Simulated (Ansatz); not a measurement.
# Ligand exchange: C2H2F4 + NaI → C2H2F3I + NaF

Species: C2H2F4 (norflurane) `FCC(F)(F)F`, singlet; NaI, singlet; C2H2F3I (1,1,1-trifluoro-2-iodoethane) `FC(F)(F)CI`, singlet; NaF, singlet. The partners trade F for I: C–F and Na–I bonds give way to C–I and Na–F.

Shapes, held fixed at every level: PBE0-D4/def2-TZVP. Programs: Ansatz 0.2.0. The zero-point and thermal change to 298 K, harmonic and unscaled (PBE0-D4/def2-TZVP), is -5.1 kJ/mol.

```csv
level,kind,ΔH(298 K) (kJ/mol),less CCSD(T)/def2-TZVPP
SPW92/def2-TZVPP,LDA,+62.7,+0.5
r2SCAN-D4/def2-TZVPP,meta-GGA,+67.9,+5.7
wB97X-V/def2-TZVPP,range-separated hybrid,+68.7,+6.5
B2PLYP/def2-TZVPP,double hybrid,+63.8,+1.6
MP2/def2-SVP,perturbation theory,+86.2,+24.0
CCSD/def2-SVP,coupled cluster or CI,+96.3,+34.1
CCSD/def2-TZVPP,coupled cluster or CI,+69.0,+6.8
CCSD(T)/def2-TZVPP,coupled cluster or CI,+62.2,0.0
```

The highest level, CCSD(T)/def2-TZVPP, gives ΔH(298 K) = +62.2 kJ/mol; the levels span +62.2 to +96.3. The column of differences is taken from that level and isn't an error. No measured value is set beside it here. For atoms past krypton def2 sets carry core potentials with scalar relativity. Outer-core shells of I, Na are correlated in most correlated rows, in sets that cover them unevenly.

The exchange is endothermic at every level: iodide does not displace fluoride from the CH2F carbon without a cost in enthalpy. Both partners bind fluorine more strongly than iodine, but carbon has more to lose. Its short, strongly polar bond to fluorine gives way to a long, weak one with poorer orbital overlap, and the stronger ionic attraction in NaF, where the small fluoride sits closer to sodium, only partly repays this.

The basis set matters more than the choice of method. CCSD falls from +96.3 to +69.0 kJ/mol between the double- and triple-zeta sets, whereas all the triple-zeta results lie between +62.2 and +69.0. The small set probably describes the compact yet polarisable, nearly full anion in NaF worse than the less charged fluorine on carbon, which penalises the products. The closeness of LDA to CCSD(T) suggests cancellation of overbinding between the two sides rather than accurate bond energies. The enthalpy applies to isolated NaI and NaF molecules; with solid salts, the larger lattice energy of NaF would favour exchange considerably more.
